# Bistability and self-pulsation in a two-section laser: the Yamada model

## Premises

A Fabry–Perot laser of length $L$ has a pumped gain section (length fraction $f_1$) and an absorber section (fraction $f_2$). We assume:

1. One optical mode, described by a photon density $S$ in the active layer that is uniform along the cavity.
2. Material gain linear in carrier density, $g_j=a_j(N_j-N_{tj})$, with differential gain $a_j$ (cm²) and transparency density $N_{tj}$ (cm⁻³).
3. Constant carrier lifetimes: $\tau_1$ is recombination in the gain section, $\tau_2$ is recombination or field sweep-out in the absorber.
4. No current injected into the absorber, no spontaneous emission into the mode, no gain compression.

With confinement factor $\Gamma$, group velocity $v_g$, passive loss $\alpha$ (internal plus mirror, cm⁻¹), photon lifetime $\tau_p=1/(v_g\alpha)$, injected current $i$, gain volume $V_1$ and elementary charge $e$:

$$\dot S=\left[\Gamma v_g(f_1g_1+f_2g_2)-1/\tau_p\right]S,$$
$$\dot N_1=\frac{i}{eV_1}-\frac{N_1}{\tau_1}-v_gg_1S,\qquad \dot N_2=-\frac{N_2}{\tau_2}-v_gg_2S .$$

## Scaling

Measure time in $\tau_p$ (prime) and gain in units of $\alpha$. Define $G=K(N_1-N_{t1})$ with $K=\Gamma f_1a_1/\alpha$, $Q=-\Gamma f_2g_2/\alpha$ and $I=v_ga_1\tau_1S$. Multiplying the photon equation by $\tau_p$ turns the bracket into $G-Q-1$. In the $N_1$ equation write $N_1=N_{t1}+(N_1-N_{t1})$ and multiply by $K\tau_p$; treat $N_2$ likewise with the factor $-\Gamma f_2a_2\tau_p/\alpha$. The result is the model named after Yamada (1993):

$$I'=(G-Q-1)I,\quad G'=\gamma_G(A-G-GI),\quad Q'=\gamma_Q(B-Q-aQI),$$
$$\gamma_G=\frac{\tau_p}{\tau_1},\quad\gamma_Q=\frac{\tau_p}{\tau_2},\quad a=\frac{a_2\tau_2}{a_1\tau_1},\quad A=K\left(\frac{i\tau_1}{eV_1}-N_{t1}\right),\quad B=\frac{\Gamma f_2\alpha_0}{\alpha}.$$

Here $\alpha_0=a_2N_{t2}$ is the unbleached absorption, and $a$ is the ratio of gain to absorber saturation photon density. Reverse bias shortens $\tau_2$, so it raises $\gamma_Q$ and lowers $a$ together. We take $A,B>0$.

## Off state and threshold

$I=0$, $G=A$, $Q=B$ is always a steady state. Small deviations obey $\delta I'=(A-B-1)\delta I$, and $\delta I$ drives $\delta G,\delta Q$ without being driven by them. The Jacobian is triangular with eigenvalues $A-B-1$, $-\gamma_G$, $-\gamma_Q$. The off state is stable below

$$A_{th}=1+B .$$

## Lasing branch and the fold

For $I>0$ the three conditions give $G=A/(1+I)$, $Q=B/(1+aI)$ and $G=1+Q$, hence

$$A(I)=(1+I)\left(1+\frac{B}{1+aI}\right),\qquad \frac{dA}{dI}=1-\frac{B(a-1)}{(1+aI)^2}.$$

The branch leaves the off state at $A(0)=1+B$ with slope $1-B(a-1)$. If $B(a-1)<1$ the slope is positive for all $I$ and the light–current curve is single valued. If

$$B(a-1)>1,$$

the branch first runs back to lower current, because bleaching removes loss faster than saturation removes gain. Put $u=1+aI$. Then $aA=u+(a-1+B)+B(a-1)/u$, whose minimum at $u^2=B(a-1)$ is the fold:

$$I_S=\frac{\sqrt{B(a-1)}-1}{a},\qquad A_S=\frac{\left(\sqrt{a-1}+\sqrt B\right)^2}{a}.$$

For $A_S<A<1+B$ the stable off state coexists with a middle and an upper lasing state. At fixed $A$ the two roots $u$ have product $B(a-1)$. At threshold one root is $u=1$, so the upper state there has $I=[B(a-1)-1]/a$. This is coexistence of steady states only. A hysteresis loop between dark and CW operation also needs the upper state to be stable.

## Linear stability of a lasing state

Take deviations $\propto e^{\lambda t}$ and define
$$\Gamma_G=\gamma_G(1+I),\quad\Gamma_Q=\gamma_Q(1+aI),\quad p=\gamma_GGI,\quad q=\gamma_QaQI .$$
Since $G-Q-1=0$, the linearised equations are $\lambda\,\delta I=I(\delta G-\delta Q)$, $(\lambda+\Gamma_G)\delta G=-\gamma_GG\,\delta I$ and $(\lambda+\Gamma_Q)\delta Q=-\gamma_QaQ\,\delta I$. Eliminating $\delta G$ and $\delta Q$,

$$\lambda=-\frac{p}{\lambda+\Gamma_G}+\frac{q}{\lambda+\Gamma_Q}.$$

Clearing denominators gives $P(\lambda)=\lambda^3+c_2\lambda^2+c_1\lambda+c_0=0$ with
$$c_2=\Gamma_G+\Gamma_Q,\qquad c_1=\Gamma_G\Gamma_Q+p-q,\qquad c_0=p\Gamma_Q-q\Gamma_G .$$

**Sign of $c_0$.** Differentiating $A=(1+I)(1+Q)$ gives $dA/dI=G-aQ(1+I)/(1+aI)$, so $c_0=\gamma_G\Gamma_QI\,dA/dI$. On the middle branch $P(0)=c_0<0$ and $P(+\infty)>0$, so a positive real root exists and the state is a saddle. Where $dA/dI>0$, $c_0>0$ and there is a negative root $-r$.

**The other two roots.** Factor $P=(\lambda+r)(\lambda^2+b\lambda+k)$, so that $c_2=r+b$, $c_1=rb+k$, $c_0=rk$ and $k>0$. Then $D\equiv c_1c_2-c_0=b\,(rc_2+k)$, and the bracket is positive. Hence $D>0$ means $b>0$ and stability. $D<0$ means two roots in the right half-plane. At $D=0$ the roots are $\pm i\sqrt{c_1}$, a Hopf point.

Expanding, $D=\Gamma_G\Gamma_Q(\Gamma_G+\Gamma_Q)+p\Gamma_G-q\Gamma_Q$. The steady state gives $p\Gamma_G=\gamma_G^2AI$ and $q\Gamma_Q=\gamma_Q^2aBI$. A state with $dA/dI>0$ is therefore unstable exactly when

$$I\left(\gamma_Q^2aB-\gamma_G^2A\right)>\Gamma_G\Gamma_Q(\Gamma_G+\Gamma_Q).$$

## Slow carriers

Let both $\gamma$ go to zero at fixed ratio and fixed $I$. The left side is of second order in $\gamma$ and the right side of third order, so the condition becomes

$$\gamma_Q^2aB>\gamma_G^2A,\qquad\text{that is}\qquad A<A_H^{0}=\frac{a_2}{a_1}\frac{\tau_1}{\tau_2}B .$$

At finite $\gamma$ this is necessary but not sufficient, since the dropped term is positive. The kind of instability follows from an expansion for $|\lambda|\gg\Gamma_G,\Gamma_Q$: $\lambda^2=-(p-q)+(p\Gamma_G-q\Gamma_Q)/\lambda$.

- If $p>q$, equivalent to $a_1G>a_2Q$, set $\lambda=\sigma+i\omega$ with $|\sigma|\ll\omega$. The real part gives $\omega^2=p-q$. The imaginary part, $2\omega\sigma=-(p\Gamma_G-q\Gamma_Q)/\omega$, gives $\sigma=I(\gamma_Q^2aB-\gamma_G^2A)/(2\omega^2)$. This is the relaxation oscillation, damped by the gain and undamped by the absorber.
- If $p<q$, the roots are $\pm\sqrt{q-p}$ and, from the product $-c_0$, $c_0/(q-p)>0$. The state is unstable without linear oscillation. The same criterion holds, since $c_0>0$ with $p<q$ forces $\Gamma_Q>\Gamma_G$ and so $q\Gamma_Q>p\Gamma_G$.

At $A=A_H^0$ on the upper branch $p>q$: $p\Gamma_G=q\Gamma_Q$ and $p\Gamma_Q>q\Gamma_G$ give $\Gamma_Q>\Gamma_G$, hence $p>q$. The boundary is always oscillatory.

**CW bistability.** For slow carriers both the dark and the upper state are stable in $\max(A_S,A_H^0)<A<1+B$. This needs $aB>1+B$, which is $B(a-1)>1$ rewritten, and $(\gamma_Q/\gamma_G)^2<(1+B)/(aB)<1$. The absorber must recover more slowly than the gain. With equal lifetimes $A_H^0=aB$ lies above threshold whenever the fold exists, and the upper branch is unstable across the whole coexistence window.

**Self-pulsation.** The region $0\le G\le A$, $0\le Q\le B$, $I\ge0$ is invariant, because on each of its faces the flow points inward or along the face. There $W=G+\gamma_GI$ obeys $W'=\gamma_G[A-G-(1+Q)I]\le\gamma_G(A-W)$ for $\gamma_G\le1$, so orbits are bounded and at late times $I\le A/\gamma_G$. Above threshold the off state repels orbits with $I>0$ and only one lasing state exists. If that state has $D<0$, a generic orbit has no equilibrium to settle on and the output pulsates indefinitely. Pulse shape, repetition rate and regularity need numerical integration. So does the question whether pulsation survives below threshold.

## Range of validity

- **Slow-carrier form.** It needs $\Gamma_G,\Gamma_Q\ll\omega$. Since $\omega\sim\sqrt{\gamma_GI}$, a fast absorber violates this. The exact right side grows as $I^3$, so it closes the unstable range earlier than $A_H^0$, and it also leaves a thin stable range near $I=0$ when there is no fold.
- **Gain compression.** Replacing $g_1$ by $g_1(1-\varepsilon S)=g_1(1-\kappa I)$, $\kappa=\varepsilon/(v_ga_1\tau_1)$, adds $-\delta\,\delta I$ with $\delta=\kappa GI$ to the intensity equation and changes the other coefficients by relative amounts of order $\kappa I$. Keeping $\delta$ alone, the left side $\lambda$ becomes $\lambda+\delta$, and $D\to D+\delta(c_2^2+p-q)+\delta^2c_2$. It matters once $\delta$ is comparable with $\Gamma_G$ or $\Gamma_Q$.
- **Spontaneous emission.** A fraction $\beta$ of the recombination entering the mode adds $r_s=\beta(G+KN_{t1})$ to $I'$. The steady state then has $G-Q-1=-r_s/I$, an extra damping that is large near threshold.
- **Uniform single mode.** Pulses must be long against the round trip, and the single-pass absorption $\Gamma\alpha_0f_2L$ should be small. Mode locking and the dispersive pulsation of DFB sections are outside the model.
- **Absorber.** A stiff voltage bias is assumed. Field screening makes $\tau_2$ depend on $N_2$, bias also changes $\alpha_0$ (Franz–Keldysh effect), and a series resistor couples photocurrent back to bias, a separate route to bistability.

## Illustration: 1.55 µm bulk InGaAsP buried heterostructure

Typical or assumed inputs: $L=400$ µm with a 40 µm absorber, active layer 1.5 µm × 0.2 µm, $\Gamma=0.3$, group index 3.6, internal loss 20 cm⁻¹, facet reflectance $R=0.3$, $a_1=2.5\times10^{-16}$ cm², $a_2=4a_1$, $N_{t1}=N_{t2}=10^{18}$ cm⁻³, $\tau_1=2$ ns, $\varepsilon=2\times10^{-17}$ cm³, $\beta=10^{-5}$, unit injection efficiency.

The mirror loss $\ln(1/R)/L$ is 30 cm⁻¹, so $\alpha=50$ cm⁻¹ and $\tau_p=2.4$ ps, both used as rounded. Then $\gamma_G=0.0012$, $\alpha_0=1000$ cm⁻¹, $B=0.6$, $KN_{t1}=1.35$, $S=2.4\times10^{14}\,I$ cm⁻³, $\kappa=0.0048$ and $i=(8.65+6.41A)$ mA. Threshold is $A=1.6$, or 18.9 mA. We vary $\tau_2$ at fixed $B$. The fold exists for $\tau_2>\tau_1(a_1/a_2)(1+1/B)=1.33$ ns, and $A_H^0<1+B$ needs $\tau_2>3.0$ ns.

| $\tau_2$ (ns) | $\gamma_Q$ | $a$ | $B(a-1)$ | $A_S$ | $A_H^0$ | upper Hopf, exact $D$ | with $\delta$ |
|---|---|---|---|---|---|---|---|
| 0.1, reverse bias | 0.024 | 0.2 | −0.48 | none | 48 (316 mA) | 27.6 (185 mA) | 9.5 (69 mA) |
| 2, open circuit | 0.0012 | 4 | 1.8 | 1.571 (18.7 mA) | 2.4 (24.0 mA) | 2.31 (23.5 mA) | 1.7 (19.6 mA) |
| 4, open circuit | 0.0006 | 8 | 4.2 | 1.462 (18.0 mA) | 1.2 | none | none |

**Reverse bias.** With $a<1$ there is no fold. $D$ changes sign at $I=0.011$, 0.10 mA above threshold, and again at $I=24.0$. At the lower edge $r_s/I=2.7\times10^{-3}$ exceeds $\gamma_G$, so spontaneous emission moves that edge up and it is best read as "just above threshold". At $I=2$ (36.1 mA) the unstable roots are $0.0152\pm0.0354\,i$, a small-signal frequency $\omega/(2\pi\tau_p)=2.35$ GHz. They are complex although $p<q$, because the absorber is not slow. At the upper edge $\Gamma_Q=0.139$ against $\omega=0.155$ (10.3 GHz), which is why the slow-carrier bound of 316 mA fails. There $\delta=0.127$ is as large as $\Gamma_Q$, so the bare model fails too. Including $\delta$ moves the edge to $I=6.5$, 69 mA, with Hopf frequency 4.6 GHz. The dropped terms ($\kappa I=0.03$) leave this current good to about 10 % at the assumed $\varepsilon$. In large pulses compression is of order one at $I\sim1/\kappa=208$.

**Open circuit.** At $\tau_2=2$ ns the slow criterion is 4 % above the exact Hopf value of $A$, but compression shrinks the pulsing range to 18.9–19.6 mA. The upper branch remains unstable throughout the coexistence window. At $\tau_2=4$ ns, assumed for weaker Auger recombination at the absorber's low density, $A_H^0<A_S$ and the whole upper branch is stable. The loop is 0.88 mA wide, and turn-on jumps to $I=0.40$, which is 1.2 mW from both facets together by $P_{out}=h\nu\,v_g\alpha_m S\,V/\Gamma$, with $V$ the full active volume and $\alpha_m$ the mirror loss.

These figures are the model's. A threshold of 10 to 30 mA and pulsation at a few GHz are typical of such devices, and the model with compression lies in that range, while the bare model's 10.3 GHz edge lies a factor of two or more above it. The round trip is 9.6 ps, short against the oscillation period, but $\Gamma\alpha_0f_2L=1.2$ is not small. The intensity varies by up to a factor 3.3 per pass through the unbleached absorber, so the effective $a$, and with it the loop width, depends on where the section sits in the cavity.